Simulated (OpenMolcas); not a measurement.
How methods differ on C3H11AlO (SMILES C[Al-](C)(C)[OH2+])

C3H11AlO has 16 atoms, charge 0, and is taken as a singlet. As SMILES, `C[Al-](C)(C)[OH2+]`. Geometry: relaxed at PBE0-D4/def2-TZVP. This is one conformer, not always the lowest.

```xyz
16

C    -0.6380    0.7231   -1.7127
Al    0.0856   -0.1405   -0.0856
C     1.6989    0.6544    0.7405
C    -0.2107   -2.0711    0.1425
O    -1.2682    0.6786    1.2276
H    -0.5857    1.8181   -1.6867
H    -0.0691    0.4146   -2.5973
H    -1.6792    0.4456   -1.9177
H     1.8436    0.3439    1.7826
H     1.7073    1.7506    0.7170
H     2.6015    0.3341    0.2076
H    -0.0166   -2.4052    1.1672
H     0.4541   -2.6517   -0.5073
H    -1.2337   -2.3694   -0.1102
H    -0.8088    1.2219    1.8776
H    -1.8809    1.2530    0.7549
```

Quantity: the dipole moment, in D. The values are calculated.

```tsv
level	kind	program	value (D)	CPU time
SVWN5/6-31G* (spherical functions)	LDA	OpenMolcas	4.05	96 s
PBE/6-31G* (spherical functions)	GGA	OpenMolcas	4.05	1.9 min
revPBE/6-31G* (spherical functions)	GGA	OpenMolcas	4.06	1.8 min
M06-L/6-31G* (spherical functions)	meta-GGA	OpenMolcas	4.14	2.1 min
TPSS/6-31G* (spherical functions)	meta-GGA	OpenMolcas	4.13	2.1 min
r2SCAN/6-31G* (spherical functions)	meta-GGA	OpenMolcas	4.14	2.1 min
B3LYP/6-31G* (spherical functions)	global hybrid	OpenMolcas	4.12	2 min
PBE0/6-31G* (spherical functions)	global hybrid	OpenMolcas	4.11	1.8 min
```

The values span 4.05 to 4.14 D. Magnitudes only. CPU times are rough (shared hosts, several kinds of processor): they show what a rung costs within a factor of a few.

The dipole moment is nearly independent of the functional. The LDA and GGA values lie lowest, the meta-GGAs highest and the two hybrids just below them, so exact exchange is not needed to obtain the larger moments. The small shifts may reflect slightly different polarisation of the donor-acceptor bond.

The sizeable moment fits a Lewis adduct in which a water lone pair donates into the vacant acceptor orbital of trimethylaluminium. Donation and mutual polarisation probably reinforce water's own dipole, with the protons at the positive end and the carbon-rich aluminium fragment at the negative end. The formal charges in the SMILES string are electron bookkeeping: a full unit charge separated over the Al–O distance would give a much larger moment. Oxygen remains electron-rich and aluminium electron-poor, because both the Al–O and Al–C bonds are strongly polarised away from the metal.

The close agreement does not establish absolute accuracy, since all levels share a compact basis without diffuse functions, to which dipole moments can be sensitive.
